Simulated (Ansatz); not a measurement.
# From B to Ga: the atomisation energy (no zero-point term)

Gas-phase molecules, one atom swapped for its congeners: BH(CH3)2(SeH2); AlH(CH3)2(SeH2); GaH(CH3)2(SeH2). All are singlets with charge 0.

Shapes, held fixed at every level: PBE0-D4/def2-TZVP. Flexible molecules stand in one conformer, not always the lowest. Programs: Ansatz 0.2.0. Values in eV.

```json
{"level": "BHLYP-D4/def2-TZVPP", "BH(CH3)2(SeH2)": "45.37", "GaH(CH3)2(SeH2)": "41.52"}
{"level": "r2SCAN0-D4/def2-TZVPP", "BH(CH3)2(SeH2)": "46.00", "GaH(CH3)2(SeH2)": "42.13"}
{"level": "B2PLYP/def2-TZVPP", "BH(CH3)2(SeH2)": "45.68", "GaH(CH3)2(SeH2)": "41.81"}
{"level": "MP2/def2-SVP", "BH(CH3)2(SeH2)": "44.10", "GaH(CH3)2(SeH2)": "40.19"}
{"level": "MP2/def2-TZVPP", "BH(CH3)2(SeH2)": "45.35", "GaH(CH3)2(SeH2)": "41.70"}
{"level": "CCSD/def2-TZVPP", "BH(CH3)2(SeH2)": "44.73", "GaH(CH3)2(SeH2)": "41.30"}
{"level": "CCSD(T)/def2-TZVPP", "BH(CH3)2(SeH2)": "45.23", "GaH(CH3)2(SeH2)": "41.77"}
```

Estimate the column for AlH(CH3)2(SeH2) from its neighbours.

The mean of the neighbours at CCSD(T)/def2-TZVPP is 43.50 eV, against 42.48 from the run: the member lies nearer Ga. All rows: BHLYP-D4/def2-TZVPP 42.54; r2SCAN0-D4/def2-TZVPP 43.06; B2PLYP/def2-TZVPP 42.76; MP2/def2-SVP 41.00; MP2/def2-TZVPP 42.39; CCSD/def2-TZVPP 42.02; CCSD(T)/def2-TZVPP 42.48 eV. At CCSD(T)/def2-TZVPP the atomisation energy falls at every step, from 45.23 to 41.77 eV. Every level shows the same order. Relativity is left out for Ga, Se. Outer-core shells of Ga, Se are correlated in most correlated rows, in sets that cover them unevenly. Spin-orbit coupling, which grows down the group, is left out (summed over each molecule's free atoms 0.13, 0.13, 0.19 eV). Coupled cluster in double- or triple-zeta sets underbinds by a few per cent against its basis-set limit. CCSD also lacks the triples, which bind further.

Replacing boron costs far more binding than going from aluminium to gallium, so linear interpolation overestimates the aluminium member at every level. Since the methyl groups and SeH2 are common to all three molecules, the trend probably reflects mainly the bonds to the group 13 atom. Boron's compact 2s and 2p orbitals overlap well with carbon and hydrogen, whereas aluminium's more diffuse valence shell forms longer, weaker covalent bonds, only partly compensated by their greater polarity. Gallium follows a filled 3d shell that screens the nuclear charge poorly. This keeps its size close to aluminium's, but also holds its 4s electrons more tightly, raising the cost of s–p promotion and reducing bond polarity. That suggests why the last step is small yet still downward.

The ordering is supported by both the density-functional and wavefunction results, but it isn't a ranking of Lewis acidity: total atomisation energies don't isolate the donor bond to selenium, whose strength could follow a different order from that of the M–C and M–H bonds.
